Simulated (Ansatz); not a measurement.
## A ladder of methods for C2H2Cl2Sn (SMILES C#[C][SnH]([Cl])[Cl])

C2H2Cl2Sn: 7 atoms, total charge 0, spin state singlet. SMILES: `C#[C][SnH]([Cl])[Cl]`. The shape is that of a PBE0-D4/def2-TZVP optimisation.

```xyz
7

C    -1.6680    1.3497    0.3865
C    -0.7449    0.5924    0.2245
Sn    0.8338   -0.7045   -0.0253
Cl    0.1639   -2.3659   -1.4820
Cl    2.5402    0.4484   -1.0695
H    -2.4853    2.0209    0.5253
H     1.4216   -1.4090    1.3949
```

Quantity: the electronic atomisation energy, in eV. The values are calculated. Electronic energies at fixed atoms, without zero-point motion or spin-orbit coupling.

```json
{"level": "HF/def2-SVP (core potential)", "kind": "Hartree–Fock", "program": "Ansatz", "value (eV)": "17.80", "less CCSD(T)/def2-SVP": "-5.74", "CPU time (all runs)": "4.7 s"}
{"level": "r2SCAN/def2-SVP (core potential)", "kind": "meta-GGA", "program": "Ansatz", "value (eV)": "25.10", "less CCSD(T)/def2-SVP": "+1.56", "CPU time (all runs)": "33 s"}
{"level": "B3LYP/def2-SVP (core potential)", "kind": "global hybrid", "program": "Ansatz", "value (eV)": "24.47", "less CCSD(T)/def2-SVP": "+0.93", "CPU time (all runs)": "16 s"}
{"level": "PBE0/def2-SVP (core potential)", "kind": "global hybrid", "program": "Ansatz", "value (eV)": "25.05", "less CCSD(T)/def2-SVP": "+1.51", "CPU time (all runs)": "15 s"}
{"level": "wB97M-V/def2-SVP (core potential)", "kind": "range-separated hybrid", "program": "Ansatz", "value (eV)": "25.37", "less CCSD(T)/def2-SVP": "+1.83", "CPU time (all runs)": "2.2 min"}
{"level": "B2PLYP/def2-SVP (core potential)", "kind": "double hybrid", "program": "Ansatz", "value (eV)": "24.43", "less CCSD(T)/def2-SVP": "+0.89", "CPU time (all runs)": "22 s"}
{"level": "RPA@PBE/def2-SVP (core potential)", "kind": "RPA", "program": "Ansatz", "value (eV)": "21.78", "less CCSD(T)/def2-SVP": "-1.76", "CPU time (all runs)": "24 s"}
{"level": "CCSD(T)/def2-SVP (core potential)", "kind": "coupled cluster or CI", "program": "Ansatz", "value (eV)": "23.54", "less CCSD(T)/def2-SVP": "0.00", "CPU time (all runs)": "49 s"}
```

Differences are taken from CCSD(T)/def2-SVP (core potential) for orientation; it has basis-set and higher-order errors of its own. The values span 17.80 to 25.37 eV. In the correlated wave-function rows the outer d shell of Sn is correlated, in sets not made for it. Times are those of the runs behind each value, whatever else they computed, on shared processors of several kinds: orders of magnitude only.

Hartree–Fock recovers only 17.80 eV of the binding, against 23.54 eV with CCSD(T). Forming the molecule turns the unpaired electrons of the open-shell atoms into bonding pairs, and the correlation gained in this way is missing from the mean-field energy. The compact C≡C triple bond, with three pairs sharing one region, probably contributes a large part of it.

All the density functionals lie above CCSD(T), but this should not be read as overbinding. A double-zeta set describes the short-range correlation of electron pairs poorly, and more so in the molecule than in the atoms, so the coupled-cluster value is probably too low. Semilocal and hybrid functionals depend less on such virtual-space convergence. The closeness of B2PLYP to CCSD(T) may therefore partly reflect a shared basis-set deficit rather than greater accuracy. RPA falls below CCSD(T), in keeping with its known underbinding of molecules, which the small basis probably deepens. The totals do not reveal how the binding is divided among the Sn–C, Sn–Cl and Sn–H bonds.
